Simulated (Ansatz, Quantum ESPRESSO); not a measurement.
# Potential of a facing electrode against charge on Cl-covered Ca(111), 4 layers, PBE: slope, charge plane and curvature

Chlorine on calcium draws electrons from the metal and forms an outer layer close to chloride, with positively charged Ca beneath it. The six members share this one surface and differ only in the charge placed on the slab. The problem is to find how linearly the electrode potential follows that charge, and at what height above the atoms the charge sits. The slope is the inverse of the capacitance per area, so it tells how much charge a given change of potential brings to the surface. The potential is the electron potential at the electrode less the Fermi level of the slab, and heights are counted from the Cl nuclei towards the electrode.

## Computational details

1×1 slabs of 4 layers at the tabulated measured lattice constant, clean or with the monolayer named on the upper face, top layers relaxed with Ansatz 0.2.0 under PBE. The slab faces a perfect electrode across vacuum above it and open vacuum below (effective screening medium, Quantum ESPRESSO 7.5 (pw.x), GBRV ultrasoft pseudopotentials, cutoffs 40 and 200 Ry). Charges from −3 to +6×10¹³ e/cm² are put on the slab with its atoms held; points where added electrons spill towards the electrode are left out. Spin-paired, no spin-orbit coupling. The charged runs use Marzari-Vanderbilt smearing of 0.02 Ry, k-spacing 0.31 Å⁻¹ (2π included); functional as named with each line. The same in all rows: distance from the top atom to the electrode: 6.01 Å.

Notes on method and selection:

- A vacuum distance d alone gives a slope of 0.181·d eV per 10¹³ e/cm², d in Å.
- At zero charge the potential is the work function of the upper face.
- Removing electrons pulls the charge plane inwards and adding them pushes it out, which bends the line slightly.
- Runs with a warning of large negative density or a flawed pseudopotential file, with a field left in the vacuum, or with open shells run without spin are not listed.
- Runs in which the search for lower states was switched off are not listed.
- Runs that did not converge, have known faults or may not be shown are not listed, and runs on Ansatz's PAW sets soft_1 and soft_2 are kept to separate tables.

Columns:

- charge (10¹³ e/cm²): charge of the slab per area, positive where electrons are removed.
- back work function (eV): vacuum level below the slab less the Fermi level.
- potential (eV): electron potential at the electrode less the Fermi level.

## The series

| member | charge (10¹³ e/cm²) | back work function (eV) | potential (eV) |
| --- | --- | --- | --- |
| −3.0 | −3.00 | 2.969 | 1.016 |
| −1.5 | −1.50 | 2.971 | 2.527 |
| +0.0 | 0.00 | 2.972 | 4.056 |
| +1.5 | 1.50 | 2.975 | 5.597 |
| +3.0 | 3.00 | 2.973 | 7.147 |
| +6.0 | 6.00 | 2.976 | 10.280 |

Least-squares fits to the whole series, with x = charge (10¹³ e/cm²); R² and errors in the fitted variable (y, or ln y where the fit is in ln y):

| y | members | fit | R² | rms residual | leave-one-out rms | the same for the mean of the others |
| --- | --- | --- | --- | --- | --- | --- |
| potential (eV) | 6 | y = 4.0742 + 1.0296 x | 1.00 | 0.022 | 0.043 | 3.7 |

## Reading the trend

The potential rises at every step, from 1.016 eV at −3.0 to 10.280 eV at +6.0. The straight-line fit has an rms residual of 0.022 eV over this range of 9.264 eV, so the response is linear to a good approximation.

A model with two parameters follows from three assumptions.

1. The slab screens as a metal, so the whole charge σ gathers on the face towards the electrode. The back work function supports this: it stays between 2.969 and 2.976 eV throughout.
2. The charge acts as a flat sheet at a fixed distance d from the electrode.
3. The atoms do not move, so no shift of ions alters the surface dipole.

By Gauss's law the field between sheet and electrode is uniform and equal to σ/ε₀. Across the distance d it changes the potential energy of an electron by eσd/ε₀. A positive slab attracts electrons, so an electron at the electrode then lies higher above the Fermi level. Without charge there is no field, and the potential is the work function W of the Cl-covered face. Hence

V = W + 0.181·d·σ,

with V and W in eV, d in Å and σ in 10¹³ e/cm².

The fitted slope gives the distance: 1.0296 / 0.181 = 5.69, in Å. The Cl nuclei lie 6.01 Å from the electrode, so the charge plane sits 6.01 − 5.69 = 0.32 Å outside them.

This height is the centre of all the charge that the field induces, including the polarisation of the Cl layer. It does not mean that the added or missing electrons belong to Cl orbitals. States of the metal can carry the net charge while the polarised Cl shifts its centre outwards.

## Testing the model

The two parameters are fixed on the members +0.0 and +3.0. The neutral slab gives W = 4.056 eV. The slope follows from the difference between the two:

(7.147 − 4.056) / 3.00 = 1.0303, in eV per 10¹³ e/cm².

The other four members are then worked out from V = 4.056 + 1.0303·σ.

**Member +1.5:** 4.056 + 1.0303 × 1.50 = 5.601 eV. The table has 5.597 eV, which is 0.004 eV lower.

**Member −1.5:** 4.056 − 1.0303 × 1.50 = 2.511 eV. The table has 2.527 eV, which is 0.016 eV higher.

**Member −3.0:** 4.056 − 1.0303 × 3.00 = 0.965 eV. The table has 1.016 eV, which is 0.051 eV higher.

**Member +6.0:** 4.056 + 1.0303 × 6.00 = 10.238 eV. The table has 10.280 eV, which is 0.042 eV higher. A small part of this miss comes from rounding. The charges set in the runs are rounded, and at +3.0 the slab carries slightly less than the 3.00 used above, so the slope comes out a little too low. At −3.0 and ±1.5 the charges are rounded in the same proportion and the error cancels, but at +6.0 it does not. Most of the miss remains when the charges as run are used.

The largest miss, at −3.0, is to be compared with the change of potential from the neutral slab, 4.056 − 1.016 = 3.040 eV. It amounts to 0.051 / 3.040 = 0.017, or just under 2 %. At +6.0 the corresponding share, with the rounding of the charges included, is 0.042 / 6.224 = 0.007, which is smaller although the step in charge is twice as long.

The same slope can be read the other way round. To raise the potential by 1 eV, a charge of 1 / 1.0303 = 0.97, in 10¹³ e/cm², must be put on the slab by removing electrons.

## Exceptions

Largest departures from the fit to the whole series:

| member | potential (eV) | fit | computed − fit | in rms residuals |
| --- | --- | --- | --- | --- |
| −3.0 | 1.016 | 0.985 | +0.031 | 1.4 |
| +6.0 | 10.280 | 10.252 | +0.028 | 1.3 |
| +1.5 | 5.597 | 5.619 | −0.022 | 1.0 |
| +0.0 | 4.056 | 4.074 | −0.018 | 0.8 |

The misses have a pattern. The computed potential lies above the model line at −3.0, −1.5 and +6.0, outside the two members used to fix it, and slightly below it at +1.5, between them. The points therefore bend upwards, and the assumption that fails is the fixed distance d.

The slopes between neighbouring members show how the charge plane moves:

- From −3.0 to −1.5: 1.511 / 1.50 = 1.0073, and 1.0073 / 0.181 = 5.57, in Å. The charge plane is 6.01 − 5.57 = 0.44 Å outside the Cl nuclei.
- From +3.0 to +6.0: 3.133 / 3.00 = 1.0443, and 1.0443 / 0.181 = 5.77, in Å. The charge plane is 6.01 − 5.77 = 0.24 Å outside them.

The three slopes in between rise steadily from the first value to the last. The rounding of the charges touches only the second decimal of the heights and leaves this order unchanged. Added electrons extend the outer tail of the density towards the electrode, which shortens d. Removing electrons strips that tail and draws the charge plane inwards, which lengthens d and steepens the line. The shift is about 0.2 Å in all, small beside a gap of 6.01 Å, and so the line bends only slightly.

## Conclusions and limits

From −3 to +6×10¹³ e/cm² a fixed charge sheet about 0.3 Å outside the Cl nuclei reproduces the potential to about 0.05 eV. The charge is fixed in every run used here, so the series does not test whether runs at fixed potential with free charge follow the same line. All points of this sweep are listed, and none had to be left out for electrons spilling towards the electrode. The sweep simply begins at −3.0 and stops at +6.0, so it does not show where the linear range ends on either side.

Two effects are left out, and both would lower the slope. If the atoms could move, a positive charge would pull the Cl layer inwards and push the top Ca layer outwards, which weakens the surface dipole and so offsets part of the rise in potential. A polar liquid in place of the vacuum would screen the field between slab and electrode, so the slope found here holds for a vacuum gap only.
